\section*{Working notes: the eight-site model as three families of Ising chains}

\subsection*{Model and conventions}
In the eight-site picture of BaTiO$_3$ (Com\`es, Lambert and Guinier, 1968) each cell has a dipole along one of the $\langle111\rangle$ directions. I write it as $p(\sigma_x,\sigma_y,\sigma_z)$ with $\sigma_\alpha=\pm1$, so $p$ is one Cartesian component. Ordering none, one, two or three variables gives the cubic, tetragonal, orthorhombic and rhombohedral phases. For independent cells the entropies are $k\ln8$, $k\ln4$, $k\ln2$ and $0$, so each step costs $R\ln2=5.76$ J\,mol$^{-1}$K$^{-1}$. My input is a typical cubic--tetragonal entropy of about 0.5 J\,mol$^{-1}$K$^{-1}$ at a typical 400 K. That is $\Delta s^*=0.0601$ in units of $k$ per cell, 11.5 times smaller.

I couple $\sigma_z$ along $z$ with energy $-J\sigma\sigma'$ per bond. The four neighbouring chains enter as a mean field $J'm$, with $J'=4J_\perp$ and $m=\langle\sigma_z\rangle$. With $K=J/kT$, $u=e^{-2K}$ and $h=(pE+J'm)/kT$, the larger transfer-matrix eigenvalue gives
\begin{equation}
\ln\lambda=K+\ln(\cosh h+D),\quad D=\sqrt{\sinh^2h+u^2},\quad m=\frac{\sinh h}{D}.
\end{equation}
The three families are equivalent by cubic symmetry and would order together. The sequence of phases needs a coupling between families, such as strain, which this Hamiltonian lacks.

\subsection*{Dimensional analysis}
The energies $J$, $J'$ and $kT$ form two groups, $K$ and $J'/J$, so $kT_c/J$ depends on $J'/J$ alone. At $m=0$ the correlation length $\xi$ (in cells) and the entropy $s$ (in $k$ per cell) depend on $K$ alone. The dipole and the cell volume $V$ enter the thermodynamics only through the temperature $C_0=p^2/(V\varepsilon_0k)$. I use $V=a^2c=64.35\times10^{-30}$ m$^3$ from the compiled $a=3.994$ \AA{} and $c=4.034$ \AA{} (300 K, Wikipedia), ignoring the 1.0\% tetragonal strain. A typical polarisation of 0.26 C\,m$^{-2}$, assumed to equal $p/V$, gives $p=1.67\times10^{-29}$ C\,m and $C_0=3.6\times10^4$ K.

Why should $J'\ll J$? The dipolar scale, screened by the compiled $\varepsilon_\infty=5.75$ (He, 2017), is $E_d=p^2/(4\pi\varepsilon_0\varepsilon_\infty V)=42$ meV. On a simple cubic lattice in a needle-shaped sample the local field energy is $(4\pi/3)E_d$. The dipole's own chain supplies $4\zeta(3)E_d=4.81E_d$, and all other chains together supply $-0.62E_d=-26$ meV. Point dipoles give the anisotropy but favour antiparallel chains, so a positive $J'$ is a net remainder after short-range and strain terms.

\subsection*{The free chain}
At $h=0$, $\langle\sigma_0\sigma_n\rangle=\tanh^nK=e^{-n/\xi}$ and $s=\ln\lambda-K\,\partial_K\ln\lambda$:
\begin{equation}
\xi=-\frac{1}{\ln\tanh K},\qquad s(K)=\ln(2\cosh K)-K\tanh K .
\end{equation}
This $s$ is exactly the mixing entropy $-q\ln q-(1-q)\ln(1-q)$ of walls with density $q=u/(1+u)$. The limits are
\begin{align}
K\ll1:&\quad s=\ln2-\tfrac12K^2+\tfrac14K^4,\quad \xi^{-1}=\ln(1/K)+\tfrac13K^2,\\
K\gg1:&\quad s=u(1+2K)-u^2(\tfrac12+2K),\quad \xi=\frac{1}{2u}-\frac{u}{6}.
\end{align}
For long chains $s\simeq[1+\ln 2\xi]/2\xi$. The logarithm counts wall positions, which the naive estimate $s=\ln2/\xi$ omits. There are two crossovers. $\xi=1$ falls at $K=0.386$, where $s=0.624$ is still 90\% of $\ln2$. Half of $\ln 2$ is lost only at $K=1.05$, $\xi=4.0$.

\subsection*{Instability temperature}
Linearising, $m=h/u$, and with $P=pm/V$
\begin{equation}
\chi=\frac{kC_0}{kTe^{-2J/kT}-J'},\qquad kT_c=J'e^{2J/kT_c}=\frac{2J}{W(2J/J')},
\end{equation}
where $W$ is the Lambert function. For $J\ll J'$, $kT_c=J'+2J-2J^2/J'$, whose first two terms are ordinary mean-field theory. For $J\gg J'$, $2K_c=L-\ln L+(\ln L)/L$ with $L=\ln(2J/J')$. Then $J$ sets $T_c$ and $J'$ enters logarithmically:
\begin{equation}
\frac{\partial\ln T_c}{\partial\ln J'}=\frac{1}{1+2K_c},\qquad \frac{\partial\ln T_c}{\partial\ln J}=\frac{2K_c}{1+2K_c}.
\end{equation}
These sum to one, as homogeneity demands. The chains reach $\xi=1$ at $T_c$ when $J'/J=u/K=1.20$.

Onsager's square-lattice condition $\sinh2K\sinh2K_\perp=1$, $K_\perp=J_\perp/kT$, tests the decoupling. At large $K$ it gives $kT_c=J_\perp e^{2K_c}$, while chain mean field has $2J_\perp$ there. The error is a factor two in $J'$ but only about $\ln2/(1+2K_c)$ in $\ln T_c$. With four neighbours I expect less.

Expanding the denominator of $\chi$ about $T_c$, with $K$ and $u$ at $T_c$ and $\delta=(T-T_c)/T_c$,
\begin{equation}
\frac1\chi=\frac{T-T_c}{C}\left[1+\frac{2K^2}{1+2K}\,\delta\right],\qquad C=\frac{C_0}{u(1+2K)} .
\end{equation}
At large $K$, $Cs\simeq C_0$: a small entropy and a large Curie constant are one effect.

\subsection*{How the entropy is released}
$s(K_c)$ is all that a family can lose between $T_c$ and full order. It is not a jump. At $E=0$, inverting $m(h)$ gives $h=um+(u/2-u^3/6)m^3+\dots$. The cubic coefficient is positive, so the transition is continuous. At order $m$, $\sinh h=um/\sqrt{1-m^2}$, and $s=\ln\lambda-K\partial_K\ln\lambda-hm$ becomes
\begin{equation}
s(K,m)=\ln(\cosh h+D)+\frac{2Ku^2}{D(\cosh h+D)}-hm\;\simeq\;u(1+2K)\sqrt{1-m^2},
\end{equation}
the last form for $u\ll1$. In that limit self-consistency gives $m^2=1-g^{-2}$ with $g=J'e^{2K}/kT$. Since $d\ln g/d\ln T=-(1+2K)$, order develops over $\Delta T\sim T_c/(1+2K_c)$.

The real transition is first order. If a temperature-independent electrostrictive term makes $m$ jump to $m_0$, the latent entropy is $\Delta s=s(K,0)-s(K,m_0)$. It equals $s(K)$ only for $m_0=1$. For small $m_0$ and large $K$ it is $u(1+2K)m_0^2/2$, which is the Landau result $P_0^2/2\varepsilon_0C$ per volume with $P_0=pm_0/V$.

\subsection*{Model numbers at 400 K}
I fit $K$ to $\Delta s=\Delta s^*$ with $kT=34.5$ meV and set $J'=kTu$. Reading A takes $m_0=1$. Reading B takes an assumed $m_0=0.7$, chosen to reproduce the typical partial jump in polarisation. The last two rows keep $J$ fixed and give the whole entropy of a free family at the typical lower transitions, about 280 K and 185 K.
\begin{center}
\begin{tabular}{lcc}
 & A & B\\ \hline
$K$ & 2.25 & 1.46\\
$J$ (meV) & 78 & 50\\
$J'$ (meV) & 0.38 & 1.8\\
$J'/J$ & 0.0049 & 0.037\\
$\xi$ (cells) & 45 & 9.3\\
$\xi c$ (nm) & 18 & 3.8\\
$T_c/(1+2K)$ (K) & 73 & 102\\
$\partial\ln T_c/\partial\ln J'$ & 0.18 & 0.25\\
$C$ ($10^5$ K) & 5.9 & 1.7\\
$Rs$, 400 K (J\,mol$^{-1}$K$^{-1}$) & 0.50 & 1.7\\
$Rs$, 280 K & 0.099 & 0.65\\
$Rs$, 185 K & 0.0052 & 0.11
\end{tabular}
\end{center}
Both readings lie beyond both crossovers. In A the asymptotic forms work: $u(1+2K)=0.0607$ against 0.0601, and $L=6.01$ gives $2K_c=4.52$ against 4.51. The naive count would return $\xi=11.5$, about a quarter of the fitted length. In A, $\xi\propto s^{-1.2}$ and $J\propto s^{-0.27}$ locally, so the one-figure input fixes $J$ far better than $\xi$. The choice of $m_0$ matters more. As $m_0$ falls, the fitted $K$ falls, and it reaches zero when
\begin{equation}
\tfrac12[(1+m_0)\ln(1+m_0)+(1-m_0)\ln(1-m_0)]=\Delta s^*,
\end{equation}
at $m_0=0.34$. The latent entropy alone therefore does not fix a chain length.

\subsection*{Neglected terms}
\begin{itemize}
\item Vibrations. In the classical limit a common shift of the 15 modes per cell changes $s$ by $-15\,\delta\ln\omega$. A hardening of 0.40\% supplies all of $\Delta s^*$. This rivals the effect studied, so the fitted $\xi$ is an order of magnitude only.
\item Range. For point-dipole couplings $J_n\propto n^{-3}$ along a chain, a wall costs $2\sum_n nJ_n=2J_1\zeta(2)$, or 1.64 times the nearest-neighbour value. At large $K$ the fitted $J$ is half a wall energy, not one bond.
\item First order. If the instability lies an assumed 10 K below the transition, $J'$ drops by 13\% (A) or 10\% (B).
\item Decoupling. The square-lattice figure $\ln2/(1+2K)$ is 0.13 in A.
\item Curvature. The leading correction to $1/\chi$ at 40 K above $T_c$ is 18\% (A) or 11\% (B).
\end{itemize}

All table entries are the model's. As typical knowledge, not measurement, the Curie constant of BaTiO$_3$ is near $1.5\times10^5$ K and both lower steps carry a few tenths of a J\,mol$^{-1}$K$^{-1}$. Reading A overshoots the first about fourfold and falls short of the second by a factor of several at 280 K and by more than ten at 185 K. In B the value of $C$ largely restates the Landau identity with the chosen $m_0$, so it does not test the chains, and the entropy available at 185 K is still too small by a factor of two to three. A fixed wall energy freezes the entropy out as $e^{-2J/kT}$, too fast to supply three comparable steps.